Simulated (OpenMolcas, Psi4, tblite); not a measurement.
## C2H3ClSi (SMILES ClC1=C[SiH2]1): the vertical energy of the triplet above the singlet, rung by rung

The species is C2H3ClSi (7 atoms), meant as a singlet with charge 0. As SMILES, `ClC1=C[SiH2]1`. The shape is that of a PBE0-D4/def2-TZVP optimisation.

Each level gives the vertical energy of the triplet above the singlet (eV). The values are calculated.

```
                                   level                    kind     program  value (eV)  less CCSD(T)/def2-SVP  CPU time (all runs)
                                GFN2-xTB          semi-empirical      tblite        3.67                  -2.04            under 2 s
                             HF/def2-SVP            Hartree–Fock  OpenMolcas        5.28                  -0.43                 25 s
                          SVWN5/def2-SVP                     LDA  OpenMolcas        4.80                  -0.91                 63 s
                            PBE/def2-SVP                     GGA        Psi4        4.64                  -1.07                 28 s
                          M06-L/def2-SVP                meta-GGA        Psi4        4.70                  -1.01                 52 s
                         r2SCAN/def2-SVP                meta-GGA        Psi4        4.46                  -1.25                 66 s
                          BHLYP/def2-SVP           global hybrid  OpenMolcas        4.59                  -1.12                 80 s
                          HSE06/def2-SVP  range-separated hybrid        Psi4        4.59                  -1.12                 62 s
CCSD(T)/def2-SVP, open shells restricted   coupled cluster or CI  OpenMolcas        5.71                   0.00              1.7 min
```

CCSD(T)/def2-SVP, open shells restricted is the highest level here, not the true value. The values span 3.67 to 5.71 eV. CPU times are rough (shared hosts, several kinds of processor): they show what a rung costs within a factor of a few.

The density functionals agree fairly closely, from 4.46 to 4.80 eV, while Hartree–Fock gives 5.28 eV and CCSD(T) 5.71 eV. The lowest vertical triplet of a silirene is expected to be mainly π→π* in the ring C=C bond, with the π* orbital able to mix with σ* orbitals of the SiH2 group. Correlation stabilises the paired singlet more than the triplet, which fits the rise from Hartree–Fock to CCSD(T).

The same argument makes the Hartree–Fock value puzzling, since for such a triplet it would normally fall below the density functionals. BHLYP, despite its large share of exact exchange, stays at 4.59 eV, level with HSE06. This suggests that the Hartree–Fock triplet, and the CCSD(T) result built on it, may belong to a higher state of different orbital character. The gap of about an electronvolt between the functionals and CCSD(T) therefore can't be read securely as functional error; comparing the singly occupied orbitals would show whether all levels describe the same triplet.
